Evaluating the weak-localisation magnetoconductance: Landau sum, Bernoulli tail or high-field series

Our fits of low-field magnetoconductance call one function, F(z) = ln z + ψ(1/2 + 1/z), at every field point. This page derives it, compares three ways of evaluating it by operation count and by error against the exact value, and says which setting to use. The direct sum over cooperon Landau levels costs work proportional to ε^(−1/2) for an error ε. The same sum stopped early and closed with Bernoulli terms costs work proportional to ln(1/ε), provided the numbers of levels and of terms both grow in proportion to ln(1/ε). Two or three levels and a few terms reach six digits at the test fields.

1. The result and its conventions

σ is the conductivity per square with both spin directions, B > 0 is perpendicular to the film, e > 0, D is the diffusion constant, τ the transport time and τφ the dephasing time. Spin-orbit coupling is left out until section 6. The starting point is the one-loop cooperon correction

δσ = −(2e²D/πħ) (1/area) Σ 1/(Γ + 1/τφ), (1)

where Γ runs over the eigenvalues of D(−i∇ − 2eA/ħ)². The charge is 2e because the two time-reversed paths pick up opposite phases. In the Landau gauge the operator is D(−d²/dx² + b²x²) with b = 2eB/ħ, a harmonic oscillator, so

Γn = (4eDB/ħ)(n + 1/2), n = 0, 1, 2, …,

and each level holds 2eB/h = eB/(πħ) states per area. With G0 = e²/(2π²ħ) = 12.33 µS, Bφ = ħ/(4eDτφ), z = B/Bφ and a = 1/z, equation (1) becomes

δσ(B) = −G0 Σn 1/(n + 1/2 + a).

The sum diverges logarithmically, and so does its zero-field counterpart, so the two must be cut at the same number of states. At B = 0, Γ = Dq² and the density of states is dΓ/(4πD) per area. An interval of one level spacing, 4eDB/ħ, then holds eB/(πħ) states, exactly one level's worth. Measure Γ in level spacings and call it x. The first N levels hold the states that occupy 0 < x < N at zero field, where the sum is the integral of 1/(x + a). Hence σ(B) − σ(0) = G0 F with F the N → ∞ limit of

F_N = ln[(N + a)/a] − Σ(n=0..N−1) 1/(n + 1/2 + a). (2)

F_N is an integral minus its midpoint-rule estimate. The digamma recurrence ψ(x + 1) = ψ(x) + 1/x turns the sum into ψ(N + a + 1/2) − ψ(a + 1/2). Define R(y) = ψ(y + 1/2) − ln y, which vanishes as y → ∞. Then F_N = R(a) − R(N + a), so

F(z) = R(a) = ln z + ψ(1/2 + 1/z), F − F_N = R(N + a). (3)

This is the formula of Hikami, Larkin and Nagaoka (1980) without spin scattering and for B ≪ Btr = ħ/(4eDτ). The second relation in (3) gives the truncation error exactly: it is F itself at the smaller argument 1/(N + a).

An integral form controls all errors below. Writing 1/(x + a) as ∫ dt exp[−(x + a)t] and using Σ exp[−(n + 1/2)t] = 1/[2 sinh(t/2)] gives

R(y) = ∫(0..∞) dt exp(−yt) [1/t − 1/(2 sinh(t/2))].

The bracket equals 2∫(0..∞) du sin(ut)/(exp(2πu) + 1), as one sees by expanding the Fermi-like factor in powers of exp(−2πu) and recognising the partial fractions of 1/sinh. The t integral of exp(−yt) sin(ut) is u/(u² + y²), so

R(y) = 2∫(0..∞) du u / [(u² + y²)(exp(2πu) + 1)]. (4)

Replacing u² + y² by y² gives 0 < R(y) < 1/(24y²), and F → z²/24 at low field. At high field a → 0 and F → ln z + ψ(1/2) = ln z − γ − 2 ln 2 = ln z − 1.9635, with γ Euler's constant. The bare ln z is right only to logarithmic accuracy.

2. The model 2DEG and the exact answers

The electron mass is the compiled value m* = 0.067 me (Vurgaftman 2001). Assumed inputs, typical of a low-mobility GaAs 2DEG at 0.3 K: density 4.0×10¹¹ cm⁻², mobility μ = 5000 cm²/Vs, τφ = 50 ps. Carrying unrounded values, τ = m*μ/e = 0.190 ps, kF = √(2πns) = 0.1585 nm⁻¹, l = ħkFμ/e = 52.2 nm, kF l = 8.27, D = l²/(2τ) = 71.5 cm²/s, σ0 = 320 µS, Lφ = √(Dτφ) = 0.598 µm, Bφ = 0.461 mT and Btr = 121 mT.

Three test fields have closed forms. From ψ(5/2) = ψ(1/2) + 2 + 2/3, from ψ(1) = −γ, and from Gauss's digamma theorem for ψ(3/5):

F(0.5) = 8/3 − γ − 3 ln 2 = 0.010009460
F(2) = ln 2 − γ = 0.115931516
F(10) = −γ + (π/2) tan(π/10) − cos(π/5) ln[(5 − √5)/8] + cos(2π/5) ln[(5 + √5)/8] = 0.761965879

In the model these are B = 0.230, 0.921 and 4.61 mT, with G0F = 0.123, 1.43 and 9.40 µS. At z = 10, ln z = 2.303 is 3.0 times too large and ln z − 1.9635 = 0.339 is less than half of F.

3. Three methods

Counting rule: a is given; each addition, subtraction, multiplication and division counts 1; a logarithm counts L and is listed apart. W is the work for one value of F. δ = |approximation − F|/F.

Method A(N), the Landau sum (2). Each level takes one addition for the denominator, one division and one subtraction. Forming y = N + a and y/a takes two more. So W = 3N + 2 + L. Memory is a few running numbers, whatever N. The error is R(y) ≈ 1/(24y²), and a target δ needs N ≈ (24δF)^(−1/2) − a. Each further digit multiplies N + a by √10.

The matched logarithm matters. With ln(N/a) in place of ln[(N + a)/a] the error gains a term ln(1 + a/N), which falls only as 1/N. At z = 0.5 and N = 63 this term is 0.0313, or 3.1 times F, and the computed magnetoconductance comes out negative.

Method B(N, K), sum plus tail. Expand the error term of A. In (4) use the finite geometric identity

1/(u² + y²) = Σ(k=1..K) (−u²)^(k−1)/y^(2k) + (−u²)^K/[y^(2K)(u² + y²)].

The moments of 1/(exp(2πu) + 1) give R(y) = Σ(k=1..K) ck/y^(2k) + remainder, with

ck = (−1)^(k+1) 2(2k − 1)! (1 − 2^(1−2k)) ζ(2k)/(2π)^(2k),

that is c1 = 1/24, c2 = −7/960, c3 = 31/8064, c4 = −127/30720, c5 = 511/67584. Since ζ(2k) is a Bernoulli number times a power of π, all ck are rational; this is the Euler–Maclaurin tail of the midpoint rule. In the remainder 1/(u² + y²) < 1/y², so it has the sign of the first omitted term and is smaller:

|F − B(N, K)| < |c(K+1)|/y^(2K+2), y = N + a. (5)

The tail costs 2 operations for w = 1/y² and 2K for the nested polynomial and its addition to F_N, so W = 3N + 2K + 4 + L. For N = 0 the sum and the logarithm vanish, W = 2K + 1, and B(0, K) is the low-field series z²/24 − 7z⁴/960 + …. Memory is K stored constants.

The series diverges for every y, because ck grows factorially. By Stirling's formula the smallest term lies near K ≈ πy and has size 2y^(−1/2) exp(−2πy). This is a floor at fixed N. At y = 2 the estimate is 4.9×10⁻⁶, and the best B(0, K) at z = 0.5 is K = 6 with δ = 2.4×10⁻⁴. Each extra level lowers the floor by about exp(2π). For many digits put N ≈ y and K = ρy. To leading order ln(1/error) = 2ρy ln(πe/ρ), where e here is the base of the logarithm, at a cost (3 + 2ρ)y. The ratio is least when ln(π/ρ) = 2ρ/3, so ρ = 1.31, and the cost is then (3/2ρ) ln 10 = 2.63 operations per decimal digit.

Method C(J), the high-field series. Expanding each 1/(n + 1/2 + a) in powers of a and using Σ (n + 1/2)^(−s) = (2^s − 1)ζ(s) gives

C(J) = −ln a + ψ(1/2) + Σ(k=1..J) dk a^k, dk = (−1)^(k+1) (2^(k+1) − 1) ζ(k + 1),

with d1 = 4.935, d2 = −8.414, d3 = 16.23. The exact remainder has magnitude Σn a^(J+1)/[(n + 1/2)^(J+1)(n + 1/2 + a)]. Its n = 0 term, 2(2a)^(J+1)/(1 + 2a), dominates at large J, so the series converges only for z > 2 and gains a factor z/2 per term. W = 2J + 1 + L, memory is J + 1 constants, and a digit costs 2 ln 10/ln(z/2) operations, which is 2.86 at z = 10. This slope equals that of B at z = 2(π/ρ)² = 11.5. For many digits B is cheaper below that field and C above it.

4. Errors on the model

Table 1. Relative error δ. A dash marks fields where C does not converge.

setting | W | z = 0.5 | z = 2 | z = 10
A(3) | 11 + L | 0.17 | 2.9×10⁻² | 5.6×10⁻³
A(30) | 92 + L | 4.1×10⁻³ | 3.9×10⁻⁴ | 6.0×10⁻⁵
A(300) | 902 + L | 4.6×10⁻⁵ | 4.0×10⁻⁶ | 6.1×10⁻⁷
B(0,1) | 3 | 4.1×10⁻² | 0.44 | 4.5
B(0,4) | 9 | 4.6×10⁻⁴ | 7.6 | 5.4×10⁵
B(2,1) | 12 + L | 2.8×10⁻³ | 1.5×10⁻³ | 4.4×10⁻⁴
B(2,2) | 14 + L | 8.8×10⁻⁵ | 1.2×10⁻⁴ | 4.8×10⁻⁵
B(2,4) | 18 + L | 6.2×10⁻⁷ | 4.9×10⁻⁶ | 3.8×10⁻⁶
B(3,3) | 19 + L | 9.9×10⁻⁷ | 1.4×10⁻⁶ | 5.4×10⁻⁷
B(3,4) | 21 + L | 7.0×10⁻⁸ | 1.95×10⁻⁷ | 9.6×10⁻⁸
C(0) | 1 + L | – | – | 0.555
C(4) | 9 + L | – | – | 7.0×10⁻⁴
C(9) | 19 + L | – | – | 2.2×10⁻⁷

Between A(30) and A(300) the error falls about a hundredfold for ten times the levels, as 1/(24y²) requires. A is worst in relative terms at low field, because its absolute error hardly depends on z once N ≫ a while F shrinks as z². The rows B(0, K) show the divergence: extra terms help at z = 0.5 and do harm at z = 2 and 10.

5. Choices

Table 2. Cheapest setting that meets a target δ. The ratio compares ordinary operations, logarithm excluded.

target | z | A needs N | W of A | cheapest | its W | its δ | ratio
10⁻³ | 0.5 | 63 | 191 + L | B(0,4) | 9 | 4.6×10⁻⁴ | 21
10⁻³ | 2 | 19 | 59 + L | B(1,3) | 13 + L | 8.3×10⁻⁴ | 4.5
10⁻³ | 10 | 8 | 26 + L | C(4) | 9 + L | 7.0×10⁻⁴ | 2.9
10⁻⁶ | 0.5 | 2039 | 6119 + L | B(2,4) | 18 + L | 6.2×10⁻⁷ | 340
10⁻⁶ | 2 | 600 | 1802 + L | B(3,4) | 21 + L | 1.95×10⁻⁷ | 86
10⁻⁶ | 10 | 234 | 704 + L | C(9) | 19 + L | 2.2×10⁻⁷ | 37

Every setting of lower W misses its target. Some miss narrowly: B(0,3) gives 1.15×10⁻³ at z = 0.5, B(2,1) and B(3,3) give 1.5×10⁻³ and 1.4×10⁻⁶ at z = 2, and C(8) gives 1.1×10⁻⁶ at z = 10. In the last row B(3,3) ties with C(9) in work, meets the target as well, and stores three constants against ten. The winners do not depend on L, since the only setting without a logarithm wins on ordinary operations already. The ratios do: with an assumed L = 20 the third row drops from 2.9 to 1.6, so at high field and loose tolerance the saving is modest.

Table 3. Smallest δ inside a budget of ordinary operations plus one logarithm.

budget | z | best A | its δ | best overall | its δ
12 | 0.5 | A(3) | 0.17 | B(0,5) | 2.8×10⁻⁴
12 | 2 | A(3) | 2.9×10⁻² | B(2,1) | 1.5×10⁻³
12 | 10 | A(3) | 5.6×10⁻³ | C(5) | 1.4×10⁻⁴
20 | 0.5 | A(6) | 6.5×10⁻² | B(2,5) | 1.0×10⁻⁷
20 | 2 | A(6) | 8.5×10⁻³ | B(3,3) | 1.4×10⁻⁶
20 | 10 | A(6) | 1.5×10⁻³ | C(9) | 2.2×10⁻⁷

The region near z = 2 is the hardest for the series: the low-field series has broken down, the high-field series has not begun to converge, and only B with N ≥ 1 works at low cost.

A field sweep is simpler with one setting and no branches, and a least-squares fit weighs absolute errors. For B(2,2), y > 2 at every field, so (5) bounds the absolute error by c3/2⁶ = 6.0×10⁻⁵, or 0.74 nS in G0F, at W = 14 + L. To guarantee the same bound through 1/(24N²), A needs N = 27 and W = 83 + L, which is 5.9 times the ordinary operations. For M field points all counts scale with M. If A is vectorised as a table of fields by levels its memory grows as MN, while a running sum over levels keeps it at order M.

Rounding sets one more limit. Evaluating ln z + ψ(1/2 + 1/z) with a library digamma subtracts two numbers of size |ln z| to get z²/24. With the double-precision unit roundoff u = 2⁻⁵³ = 1.1×10⁻¹⁶ the relative rounding error is of order 24u|ln z|/z², or 1.2×10⁻¹⁰ at z = 0.01. B(0,3) has no such cancellation, takes 7 operations, and by (5) has a relative truncation error of at most about 24|c4|z⁶ = 9.9×10⁻¹⁴ there.

6. How many digits the physics supports

F is the exact answer of the diffusive one-loop model, and the model is far less accurate than any good row of Table 1.

Upper cutoff. Diffusion describes only levels with Γn below about 1/τ, that is n below Btr/B, which is 525 at z = 0.5 and 26 at z = 10. A smooth cutoff that subtracts 1/(x + a + Btr/B) adds −F(B/(Btr + Bφ)) to the result, only 6.0×10⁻⁵ in size at z = 10. The 234 levels that A needs for 10⁻⁶ at that field lie mostly beyond the physical range.

Ballistic corrections. These are larger, being of first order. For isotropic scattering the cooperon denominator is 1 − Pn + τ/τφ, where Pn averages exp(−s/2) Ln(s), with Ln a Laguerre polynomial and s = br²/2, over free flights r distributed as exp(−r/l). The expansion exp(−s/2) Ln(s) = 1 − s(n + 1/2) + s²[(n + 1/2)²/4 + 1/16] + … and the averages ⟨s⟩ = η, ⟨s²⟩ = 6η², with η = bl² = B/Btr, show a level-independent term that shifts a by −3η/8. It changes F by −(3η/8)ψ′(1/2 + a). At low field ψ′ ≈ 1/a and the relative size is 9τ/τφ = 0.034; at z = 10, where η = 0.0381, it is 0.07. This is one of several terms of that order, so it gives the scale and not the net correction. Higher loops are of relative order G0/σ0 = 0.038.

Zeeman energy. With a typical |g| ≈ 0.44, gμB B/kB T = 0.0045 at 4.61 mT and 0.3 K, so the Zeeman part of the interaction correction does not matter here.

Spin-orbit coupling. The size of this term depends on its form. Take a linear Dresselhaus term β(kxσx − kyσy) with an assumed, typical β ≈ 4 meV Å. Motional narrowing relaxes in-plane spin at the rate 2Ω²τ, Ω = βkF/ħ, and the out-of-plane spin twice as fast. The field scale is Bso = ħ(2Ω²τ)/(4eD) = (ħ/e)(m*β/ħ²)² = 0.081 mT, so Bso/Bφ = 0.18. For pure relaxation at such a rate, as produced by the third angular harmonic of a cubic term, two triplet modes acquire Bso and one acquires 2Bso, and

[σ(B) − σ(0)]/G0 = F(B/(Bφ + Bso)) + ½F(B/(Bφ + 2Bso)) − ½F(B/Bφ).

This formula would put the low-field curvature at about 0.5 of the spinless value and the signal at z = 10 at 0.75 of it. It does not apply to a term linear in k, which also couples neighbouring cooperon levels (Iordanskii, Lyanda-Geller and Pikus, 1994). After a rotation of the spin axes the triplet operator is D(q − QJ)², with J the in-plane spin-1 matrices and Γs = DQ² = 2Ω²τ. At B = 0, with x = Dq² and g = 1/τφ, the relaxation part changes the triplet sum by −4Γs∫dx/(x + g)² and the part linear in q by +8Γs∫x dx/(x + g)³, and these cancel. The eigenvalues, in units of Γs, are x + 1 and x + 3/2 ± √(1/4 + 4x), and they raise σ(0) by 0.0048 G0, against 0.31 G0 for pure relaxation. At finite B, in level spacings, with λ = Bso/B and En = n + 1/2 + a, the operator splits into blocks with diagonal En − 1 + λ, En + 2λ, En + 1 + λ and squared couplings 2λn and 2λ(n + 1), states of negative level index being dropped. The first-order terms −4λΣ 1/En² and 4λΣ (n + 1)[1/En² − 1/(En + 1)²] again cancel, by summation by parts, so the correction is of second order in Bso. Summing the traces of the inverse blocks gives 0.993 of the spinless signal at z = 10, and their Euler–Maclaurin expansion gives about 0.9 of the spinless curvature at low field.

The conductances of section 2 are therefore the model's numbers. With the assumed inputs the neglected terms estimated here range from under a per cent to about a tenth of the signal.

7. Settings to use

For fitting data, a relative error of 10⁻³ is already well below the several per cent of section 6. Use B(2,2) at all fields: 14 operations, one logarithm, two constants, absolute error below 0.74 nS. The three-term spin-orbit formula calls it three times. For finite-difference derivatives and code tests use B(3,4), which stays below 2×10⁻⁷ at the three test fields, and switch to B(0,3) where z is small enough that 24|c4|z⁶ is under the target. Use C only for code that runs at z of order 10 and above. Keep the plain sum A for cases with no closed form, such as coupled triplet levels; cut it with the matched logarithm, and add the leading tail term, which in the spinless case turns an error of 1/(24y²) into one below 7/(960y⁴) for four more operations.